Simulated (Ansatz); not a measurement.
**A van 't Hoff estimate for C2H4F2 ⇌ C2H3F + HF**

Gas-phase species: C2H4F2 (1,1-difluoroethane) `CC(F)F`, singlet; C2H3F `C=CF`, singlet; HF (hydrogen fluoride), singlet. This is a balance of energies; it says nothing on the path, which may need atoms to shift.

The electronic reaction energy at CCSD(T)/CBS estimate is +100.3 kJ/mol. Shapes: PBE0-D4/def2-TZVP. Programs: Ansatz 0.2.0. Enthalpy and entropy come from rigid-rotor, harmonic-oscillator sums on unscaled PBE0-D4/def2-TZVP wavenumbers, ideal gases at 1 bar. Symmetry numbers: C2H4F2 1, C2H3F 1, HF 1. R = 8.3145 J/(mol K).

| T (K) | ΔH (kJ/mol) | ΔS (J/(mol K)) |
| --- | --- | --- |
| 600 | +90.2 | +149.8 |
| 800 | ? | ? |
| 1000 | +88.6 | +147.9 |

Problem. Work out ln K at 600 and 1000 K, and from these estimate it at 800 K.

Solution. 
1. 600 K: ΔG = +90.2 − 600 × (+149.8)/1000 = +0.3 kJ/mol; ln K = −ΔG/RT = -0.06.
2. 1000 K: ΔG = +88.6 − 1000 × (+147.9)/1000 = -59.3 kJ/mol; ln K = −ΔG/RT = +7.13.
3. Slope against 1000/T: (+7.13 − (-0.06))/(1.0000 − 1.6667) = -10.78, that is −ΔH/R with ΔH near +90 kJ/mol.
4. 800 K: ln K = -0.06 + (-10.78) × (1.2500 − 1.6667) = +4.43.

The full sums give ΔH = +89.8 kJ/mol, ΔS = +149.3 J/(mol K), ΔG = -29.6 kJ/mol and ln K = +4.45 at 800 K, so the line is off by -0.02 in ln K; without rounding the miss is -0.02, from the change of ΔH with temperature. The products are favoured at 1 bar above about 600 K, give or take 65 K for 10 kJ/mol in the energy. The number of molecules rises, which sets the sign of ΔS, and lower pressure favours the products. An error of 10 kJ/mol in the energy moves ln K by 1.5 at 800 K. Soft modes are treated as harmonic, which can err either way at these temperatures; the lowest are those of C2H4F2 (234 cm⁻¹). Other reactions of these species are left aside. The CBS estimate extrapolates MP2 from def2-TZVPP and def2-QZVPP and adds CCSD(T) − MP2 in the triple-zeta set, cores frozen.

The elimination is uphill in enthalpy and driven by entropy: near 600 K the two terms almost cancel, and by 1000 K the entropy term clearly wins. Forming the C=C π bond and the very strong H–F bond does not fully repay the loss of a C–H and a C–F σ bond. Part of the cost probably comes from losing the anomeric stabilisation of two fluorines on one carbon, which π donation from fluorine in the product offsets only in part.

The gain in entropy comes mainly from the translation and rotation of a second molecule. These motions replace vibrations of the reactant, whose heat capacity keeps growing as they are excited, so ΔH and ΔS both drift down slightly on heating. Their effects on ΔG largely cancel, which keeps the van 't Hoff line nearly straight. The close match at 800 K therefore tests the interpolation, not the reaction energy, since a constant error in that energy would leave the line just as straight.
